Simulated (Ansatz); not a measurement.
Strength of the Si–Si bond: Si(CH3)(SiH3)F2 → Si(CH3)F2 + SiH3

Species: Si(CH3)(SiH3)F2, singlet; Si(CH3)F2, doublet; SiH3 (silyl radical) `[SiH3]`, doublet. 

Shapes, held fixed at every level: PBE0-D4/def2-TZVP. Programs: Ansatz 0.2.0. The zero-point and thermal change to 298 K, harmonic and unscaled (PBE0-D4/def2-TZVP), is -9.4 kJ/mol.

| level | kind | ΔH(298 K) (kJ/mol) | less CCSD(T)/CBS estimate |
| --- | --- | --- | --- |
| HF/def2-SVP | Hartree–Fock | +244.5 | -90.7 |
| r2SCAN-D4/def2-TZVPP | meta-GGA | +306.6 | -28.6 |
| wB97X-V/def2-TZVPP | range-separated hybrid | +339.4 | +4.2 |
| MP2/def2-TZVPP | perturbation theory | +322.0 | -13.2 |
| CCSD(T)/def2-SVP | coupled cluster or CI | +311.9 | -23.3 |
| CCSD/def2-TZVPP | coupled cluster or CI | +319.1 | -16.1 |
| CCSD(T)/CBS estimate | coupled cluster or CI | +335.2 | 0.0 |

The highest level, CCSD(T)/CBS estimate, gives ΔH(298 K) = +335.2 kJ/mol; the levels span +244.5 to +339.4. The column of differences is taken from that level and isn't an error. Hartree–Fock misses the correlation of the pair that is broken and comes out low. No measured value is set beside it here. Open shells run unrestricted unless RO is named. The CBS estimate extrapolates MP2 from def2-TZVPP and def2-QZVPP and adds CCSD(T) − MP2 in the triple-zeta set, cores frozen.

Homolysis of this Si–Si bond costs +335.2 kJ/mol at the highest level, typical of a fairly strong silicon–silicon single bond. Such a σ bond is generally weaker than a C–C bond because the silicon valence orbitals are more diffuse and overlap less effectively at the longer bond distance. Neither fragment gains much by delocalisation: silyl radicals stay pyramidal, and fluorine favours s character in the orbital of the unpaired electron, so the difluorinated radical probably keeps a strongly localised spin.

In the same small basis, correlation raises the enthalpy from +244.5 to +311.9 kJ/mol, since the paired electrons of the bond are correlated more strongly than the separated spins. The coupled-cluster value is still well short of the extrapolated one, which points to slow basis-set convergence of that correlation. The closeness of wB97X-V to the reference is encouraging for this bond but doesn't establish its accuracy for silanes at large. Without the parent disilane for comparison, the effect of the fluorine and methyl substituents on the bond strength remains undetermined.
